# RPA correlation at second order: direct MP2 and the two-electron factor of 2

Conventions: hartree atomic units, real spatial orbitals, closed shell, fixed nucleus, no relativity. Indices $i,j$ are occupied, $a,b$ virtual; $(pq|rs)=\iint\phi_p\phi_q(\mathbf r_1)\,r_{12}^{-1}\,\phi_r\phi_s(\mathbf r_2)$; $\Delta_{ia}=\varepsilon_a-\varepsilon_i>0$; $D=\Delta_{ia}+\Delta_{jb}$. RPA means direct RPA, with no exchange kernel.

## 1. The quadratic term

$$E_c^{\rm RPA}=\frac1{2\pi}\int_0^\infty d\omega\,{\rm Tr}\left[\ln(1-\chi_0v)+\chi_0v\right],\qquad \chi_0(i\omega)=-\sum_{ia}\frac{4\Delta_{ia}}{\Delta_{ia}^2+\omega^2}\,\phi_i\phi_a(\mathbf r)\,\phi_i\phi_a(\mathbf r').$$

The 4 is 2 for spin times 2 for excitation and de-excitation. Since $\ln(1-x)+x=-x^2/2-x^3/3-\dots$, the leading term is

$$E^{(2)}_{\rm d}=-\frac1{4\pi}\int_0^\infty d\omega\,{\rm Tr}(\chi_0v)^2=-\frac{16}{4\pi}\sum_{ijab}(ia|jb)^2\int_0^\infty\frac{\Delta_{ia}\Delta_{jb}\,d\omega}{(\Delta_{ia}^2+\omega^2)(\Delta_{jb}^2+\omega^2)}.$$

The integral equals $\pi/2D$ (Casimir–Polder identity), so

$$E^{(2)}_{\rm d}=-2\sum_{ijab}\frac{(ia|jb)^2}{\varepsilon_a+\varepsilon_b-\varepsilon_i-\varepsilon_j}.$$

With canonical Hartree–Fock (HF) orbitals this is the direct part of

$$E^{\rm MP2}=-\sum_{ijab}\frac{(ia|jb)\,[2(ia|jb)-(ib|ja)]}{D}=E_{\rm OS}+E_{\rm SS},$$

$$E_{\rm OS}=-\sum\frac{(ia|jb)^2}{D},\qquad E_{\rm SS}=-\frac12\sum\frac{[(ia|jb)-(ib|ja)]^2}{D}.$$

Hence $E^{(2)}_{\rm d}=2E_{\rm OS}$ and

$$\frac{E^{(2)}_{\rm d}}{E^{\rm MP2}}=\frac{2}{1+E_{\rm SS}/E_{\rm OS}}.$$

- $D$ is symmetric in $a\leftrightarrow b$, so Cauchy–Schwarz bounds the exchange sum by $|E_{\rm OS}|$. Then $0\le E_{\rm SS}/E_{\rm OS}\le2$ and the ratio lies between $2/3$ and $2$.
- Exchange negligible (pairs $i,j$ on distant fragments): $E_{\rm SS}=E_{\rm OS}$, ratio 1.
- Two-electron singlet: only $i=j=1$ occurs, $(1a|1b)=(1b|1a)$, $E_{\rm SS}=0$. The ratio is exactly 2 in any basis.

Origin: the direct term has four equal spin blocks. With one electron per spin, the $\uparrow\uparrow$ and $\downarrow\downarrow$ blocks correlate an electron with itself. The exchange diagram cancels them; RPA keeps them.

The identity compares sums built on the same orbitals and energies. It holds for Kohn–Sham (KS) input too. For two electrons the exact-exchange potential is $-v_H/2$, the KS operator is $h+J_1$, and it shares $\phi_1$ with the Fock operator $h+2J_1-K_1$ because $(J_1-K_1)\phi_1=0$. The singles term of second-order Görling–Levy theory then vanishes, and that energy is again $E^{(2)}_{\rm d}/2$, with KS gaps.

## 2. Dimensional analysis

Scale $\mathbf r\to\mathbf r/Z$: $H/Z^2=h_0(1)+h_0(2)+Z^{-1}r_{12}^{-1}$. The coupling constant is $1/Z$.

- Gaps scale as $Z^2$, Coulomb integrals as $Z$; each further ring costs a factor of order $1/Z$.
- Order $n$ scales as $Z^{2-n}$. Second order is $Z^0$ hartree.
- At second order the exact energy is singles plus doubles. HF orbital relaxation reproduces the singles, so the exact $E_c$ tends to the doubles sum with hydrogenic orbitals, $E_\infty$. MP2 tends to the same sum.

Therefore $E_c^{\rm RPA}/E_c^{\rm exact}=2\,[1-\kappa/Z+\dots]$. The overcorrelation by a factor 2 is a statement about the limit; $\kappa$ decides how far a given ion is from it, and $\kappa$ depends on the reference.

## 3. One channel: the parameter $u=K/\Delta$

For one transition $1\to a$ decoupled by symmetry, with $K=(1a|1a)$, $\chi_0v=-4\Delta K/(\Delta^2+\omega^2)$. The integral is elementary, with $\Omega=\Delta\sqrt{1+4u}$:

$$E^{\rm RPA}=\tfrac12(\Omega-\Delta-2K)=-\frac{K^2}{\Delta}\,g(u),\qquad g(u)=\frac{4}{(1+\sqrt{1+4u})^2}.$$

- Small $u$: $g=1-2u+5u^2-14u^3+\dots$ The third-order ring is positive and reduces the overshoot.
- Convergence: branch point at $u=-1/4$. The ring series converges for $u<1/4$, which is $|\chi_0v|<1$ at $\omega=0$.
- RPA equals MP2 when $g=1/2$, at $u=2-\sqrt2=0.586$, beyond the radius of convergence.
- Large $u$: $E^{\rm RPA}=-K+\sqrt{K\Delta}-\Delta/2+\dots$ It stays above $-K$, while $-K^2/\Delta$ diverges as $\Delta\to0$.
- Frequency: the second-order integrand is proportional to $(\Delta^2+\omega^2)^{-2}$. Half the integral lies below $\omega=0.44\,\Delta$. A cutoff $W\gg\Delta$ loses the fraction $\frac{4}{3\pi}(\Delta/W)^3[1-\frac65(\Delta/W)^2]$.

## 4. Model: $1s$ plus one $s$ and one $p$ shell

Normalised radial functions, $x=\zeta r$, common factor $\zeta^{3/2}$:

$$R_1=2e^{-x},\qquad R_s=2\sqrt3\,(1-\tfrac23x)\,e^{-x},\qquad R_p=\sqrt{4\eta^5/3}\;x\,e^{-\eta x}.$$

The Fock element is $F_{1s}=h_{1s}+(1s|11)=\zeta(\zeta-Z+\frac5{16})/\sqrt3$. It vanishes at $\zeta=Z-5/16$. There $\phi_1$ is the HF orbital of this five-function basis, all orbitals are canonical, and $E_{\rm HF}=-\zeta^2$. One-electron elements:

$$h_{11}=-\frac{\zeta^2}2-\frac{5\zeta}{16},\quad h_{ss}=\frac{\zeta^2}6-\frac{5\zeta}{16},\quad h_{pp}=\frac{(\eta^2-\eta)\zeta^2}2-\frac{5\eta\zeta}{32}.$$

Two-electron integrals in units of $\zeta$: $(11|11)=5/8$, $(11|ss)=1/2$, $(1s|1s)=1/8$, and for each $p$ component

$$(11|pp)=j=\frac\eta2-\frac{\eta^5}{(1+\eta)^5}-\frac{\eta^5}{2(1+\eta)^4},\qquad(1p|1p)=k=\frac{28\,\eta^5}{3(1+\eta)^7}.$$

With $\varepsilon_1=h_{11}+(11|11)=-\zeta^2/2+5\zeta/16$, HF virtuals $\varepsilon_a=h_{aa}+2(11|aa)-(1a|1a)$ and KS virtuals $\varepsilon_a=h_{aa}+(11|aa)$:

$$\Delta_s^{\rm HF}=\tfrac23\zeta^2+\tfrac14\zeta,\qquad \Delta_s^{\rm KS}=\tfrac23\zeta^2-\tfrac18\zeta,$$

$$\Delta_p=\tfrac12(\eta^2-\eta+1)\zeta^2+\left[m-\tfrac{5\eta}{32}-\tfrac5{16}\right]\zeta,\qquad m^{\rm HF}=2j-k,\quad m^{\rm KS}=j.$$

An HF virtual feels both electrons, a KS virtual only one; hence the larger HF gaps. Symmetry makes $(1a|1b)$ diagonal, so RPA is one $s$ channel plus three equal $p$ channels of section 3.

### The exponent ratio $\eta$

At $\zeta\to\infty$ the $p$ shell gives

$$E^{(2)}_{{\rm d},p}=-\frac{1568}{3}\,\frac{\eta^{10}}{(1+\eta)^{14}(\eta^2-\eta+1)}.$$

- Diffuse shell, $\eta\ll1$: $-\frac{1568}3\eta^{10}(1-13\eta)$. The overlap with $1s$ dies while the gap stays finite.
- Tight shell, $\eta\gg1$: $-\frac{1568}3\eta^{-6}(1-13/\eta)$. Here $k^2\sim\eta^{-4}$ and the gap grows as $\eta^2$.
- The power laws need $\eta\ll1/13$ or $\eta\gg13$. Between them lies one extremum, at $\eta=1.46$.

$\eta=1$ gives $-31.90$ m$E_h$ and $\eta=3/2$ gives $-46.23$ m$E_h$, within 0.2 % of the extremum. Take $\eta=3/2$ from here on: $j=0.57504$, $k=0.1161216$,

$$\Delta_p^{\rm HF}=\tfrac78\zeta^2+0.4870834\,\zeta,\qquad\Delta_p^{\rm KS}=\tfrac78\zeta^2+0.028165\,\zeta.$$

### Full CI in the same basis

Four $^1S$ functions: $|11\rangle$, $(|1s\rangle+|s1\rangle)/\sqrt2$, $|ss\rangle$, $(|xx\rangle+|yy\rangle+|zz\rangle)/\sqrt3$. Further integrals in units of $\zeta$: $(1s|ss)=1/(4\sqrt3)$, $(ss|ss)=7/16$, $(1p|sp)=\sqrt3k/15$, $(sp|sp)=23k/105$, and the $p^2\,{}^1S$ repulsion $F^0+\frac25F^2=111\eta/256$ from the Slater integrals $F^0=93\eta/256$, $F^2=45\eta/256$. Also $h_{1s}=-5\zeta/(16\sqrt3)$. Then

$$\frac{H-E_{\rm HF}}{\zeta}=\begin{pmatrix}0&0&\frac18&\sqrt3k\\0&\frac23\zeta&-\frac{\sqrt6}{48}&\frac{\sqrt2}{5}k\\\frac18&-\frac{\sqrt6}{48}&\frac43\zeta-\frac3{16}&\frac{23\sqrt3}{105}k\\\sqrt3k&\frac{\sqrt2}5k&\frac{23\sqrt3}{105}k&\frac74\zeta+\frac{93}{512}\end{pmatrix}.$$

The lowest eigenvalue times $\zeta$ is $E_c^{\rm FCI}$, the exact reference for the model.

## 5. Large $\zeta$: limit and leading corrections

$$E_\infty=-\frac{3}{256}-\frac{12k^2}{7}=-34.83\ {\rm m}E_h.$$

In this limit $\phi_1$ is the exact hydrogenic orbital and the second-order Hylleraas functional is variational, so a complete basis gives a larger $|E_\infty|$. Expanding the denominators and $g$, and the CI eigenvalue to third order:

| Method | Expansion | Source of the $1/\zeta$ term |
|---|---|---|
| MP2 | $E_\infty(1-0.496/\zeta)$ | HF gap shift |
| RPA, HF gaps | $2E_\infty(1-0.798/\zeta)$ | gap shift, plus $0.302$ from the third-order ring |
| FCI | $E_\infty(1-0.049/\zeta)$ | diagonal shifts and $ss$–$pp$ coupling |

The FCI entry collects the $-3/16$ and $93/512$ on the diagonal and the third-order path $11\to ss\to pp\to11$; the single excitation first enters at fourth order. Ratios to FCI:

$$\frac{\rm MP2}{\rm FCI}=1-\frac{0.447}\zeta,\qquad\frac{\rm RPA(HF)}{\rm FCI}=2\Big(1-\frac{0.749}\zeta\Big),\qquad\frac{\rm RPA(KS)}{\rm FCI}=2\Big(1-\frac{0.212}\zeta\Big).$$

To this order $1/\zeta$ and $1/Z$ are interchangeable, so these are the model's values of $\kappa$. With HF input the larger part of $\kappa$, $0.447$ of $0.749$, is the shortfall of MP2 itself and only $0.302$ is ring screening. KS gaps remove that shortfall and leave the factor 2 much more exposed.

## 6. Small $\zeta$: crossovers

The $s$ channel has the larger $u$ and sets the convergence of the ring series:

$$u_s^{\rm HF}=\frac3{16\zeta+6},\qquad u_s^{\rm KS}=\frac3{16\zeta-3}.$$

- HF: $u_s=1/4$ at $\zeta=3/8$, $Z=11/16$. But $\varepsilon_1<0$ needs $\zeta>5/8$, $Z>15/16$. The series converges wherever the occupied orbital is bound.
- KS: $u_s=1/4$ at $\zeta=15/16$, $Z=5/4$. For H$^-$, $u_s=3/8$: the ring series diverges, and only the closed form is usable.
- The HF gap shift equals the $\zeta^2$ term at $\zeta=3/8$ ($s$) and $\zeta=0.557$ ($p$). The $1/\zeta$ expansion of MP2 converges only above the larger value.

## 7. Numbers for Li$^+$

$Z=3$, $\zeta=43/16=2.6875$, $E_{\rm HF}=-7.2227$, $\varepsilon_1=-2.7715$ $E_h$. All values are the model's. HF gaps:

| Channel | $\Delta$ ($E_h$) | $K$ ($E_h$) | $u$ | $g$ | $E^{(2)}_{\rm d}$ (m$E_h$) | RPA (m$E_h$) |
|---|---|---|---|---|---|---|
| $s$ | 5.4870 | 0.33594 | 0.0612 | 0.894 | $-20.57$ | $-18.38$ |
| $p$ (three) | 7.6289 | 0.31208 | 0.0409 | 0.926 | $-38.30$ | $-35.45$ |

Totals: $E^{(2)}_{\rm d}=-58.87$, MP2 $=-29.43$, RPA $=-53.83$, FCI $=-34.17$ m$E_h$. Higher rings add $+5.03$ m$E_h$ in all, with $+5.65$ at third and $-0.71$ at fourth order. The ratio factorises as

$$\frac{\rm RPA}{\rm FCI}=2\times\frac{\rm MP2}{\rm FCI}\times\frac{\rm RPA}{E^{(2)}_{\rm d}}=2\times0.861\times0.914=1.58.$$

The first-order formula of section 5 gives 1.44; at $1/\zeta=0.372$ the next order is not negligible.

KS gaps: $\Delta_s=4.4792$, $\Delta_p=6.3955$ $E_h$, $u_s=0.0750$, $u_p=0.0488$. Then $E^{(2)}_{\rm d}=-70.88$, its half $-35.44$, RPA $=-63.71$ m$E_h$, and RPA/FCI $=1.86$ against the first-order estimate 1.84.

Along the series, HF gaps, m$E_h$:

| $Z$ | MP2 | $E^{(2)}_{\rm d}$ | RPA | FCI | RPA/FCI |
|---|---|---|---|---|---|
| 1 | $-20.36$ | $-40.71$ | $-32.63$ | $-31.98$ | 1.02 |
| 3 | $-29.43$ | $-58.87$ | $-53.83$ | $-34.17$ | 1.58 |
| 6 | $-32.05$ | $-64.10$ | $-61.13$ | $-34.53$ | 1.77 |
| 12 | $-33.42$ | $-66.84$ | $-65.23$ | $-34.69$ | 1.88 |
| $\infty$ | $-34.83$ | $-69.67$ | $-69.67$ | $-34.83$ | 2 |

- Column 3 is twice column 2 at every $Z$. That is the identity and needs no weak coupling.
- FCI is nearly flat from $Z=3$ upward, as its small $1/\zeta$ coefficient implies. RPA drifts from one to two times FCI, and the ratio passes 1.8 only between $Z=6$ and $Z=12$.
- The small error at $Z=1$ is a compensation, $2\times0.637\times0.801$: oversized gaps and ring screening offset the self-correlation, which is still present.
- Contracting the ring amplitudes with $2(ia|jb)-(ib|ja)$ in place of $2(ia|jb)$ (second-order screened exchange) halves RPA for two electrons and restores the limit $E_\infty$. For Li$^+$ it gives $-26.92$ m$E_h$ with HF gaps and $-31.85$ m$E_h$ with KS gaps, both smaller in magnitude than FCI.

The basis has no $d$ or higher functions and one radial function per virtual channel, so absolute energies and the coefficients $\kappa$ belong to the model. The identity $E^{(2)}_{\rm d}=2E^{\rm MP2}$ and the limiting ratio 2 are independent of the basis. In the model Li$^+$ sits in the crossover region: RPA overshoots full CI by a factor 1.58 with HF gaps and 1.86 with exact-exchange KS gaps.